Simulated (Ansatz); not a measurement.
## Ir: pressure against volume scale

Periodic Kohn-Sham DFT of a crystal at fixed atoms, scaled to volume_scale times the given cell; pressure positive in compression, energy less spherical unpolarised free atoms, largest_vzz the field gradient of largest size among the nuclei. The results are calculated, by Ansatz 0.2.0.

The cell before it is scaled or strained (space group Fm-3m, No. 225):
```
Ir
1.0
      0.0000     1.9197     1.9197
      1.9197     0.0000     1.9197
      1.9197     1.9197     0.0000
Ir
1
Direct
  0.00000 0.00000 0.00000
```

Settings of every row: method all-electron PAW; functional PBEsol; relativity scalar; k mesh 15x15x15; filling fermi-dirac; smearing width 0.05 eV; nucleus gaussian.

Atom start moment: 0 on all atoms.

Limits: no spin-orbit coupling on heavy atoms.

| row | volume scale | V (Å³/atom) | pressure (GPa) |
| --- | --- | --- | --- |
| 1 | 0.94 | 13.3 | 24.131 |
| 2 | 0.9405 | 13.307 | 23.864 |
| 3 | 0.96 | 13.583 | 14.041 |
| 4 | 0.98 | 13.866 | 5.098 |
| 5 | 0.99 | 14.008 | 1.016 |
| 6 | 1 | 14.149 | ? |
| 7 | 1.01 | 14.291 | -6.437 |
| 8 | 1.02 | 14.432 | -9.839 |
| 9 | 1.04 | 14.715 | -16.044 |

Question: what pressure should row 6 give?

Worked fit of pressure. Take u = (V_r/V)^(2/3) − 1 with V_r = 13.937 Å³ an atom, which is twice the finite (Eulerian) strain; such expansions in the strain, on which the Birch-Murnaghan equation of state is built, carry the rest volume and the bulk modulus. The shown rows have u = 0.03168, 0.03132, 0.0173, 0.00341, -0.00338, -0.01658, -0.023, -0.03557. Least squares give pressure = 3.0252 + 602.564 × u + 1941.25 × u² + 2083 × u³ GPa; a parabola predicts inner rows, each left out in turn, worse (root mean square 0.022 against 0.0072 GPa). The rows lie off it by 0.002, -0.002, 0.000, -0.005, 0.005, 0.004, -0.007, 0.002 (root mean square 0.004 GPa). The pressure vanishes at u = -0.0051, or V = 14.04 Å³ an atom, and there the bulk modulus at fixed shape and fractions is B = −V dP/dV = (2/3)(1 + u) dP/du = 387 GPa. The withheld row has u = -0.01001, so the fit gives 3.0252 + 602.564 × (-0.01001) + 1941.25 × (-0.01001)² + 2083 × (-0.01001)³ = -2.814 GPa.

The calculation gave -2.825 GPa. The fit lies 0.011 GPa (0.027 % of the column's range) above it; its largest miss of a shown row is 0.007 GPa.
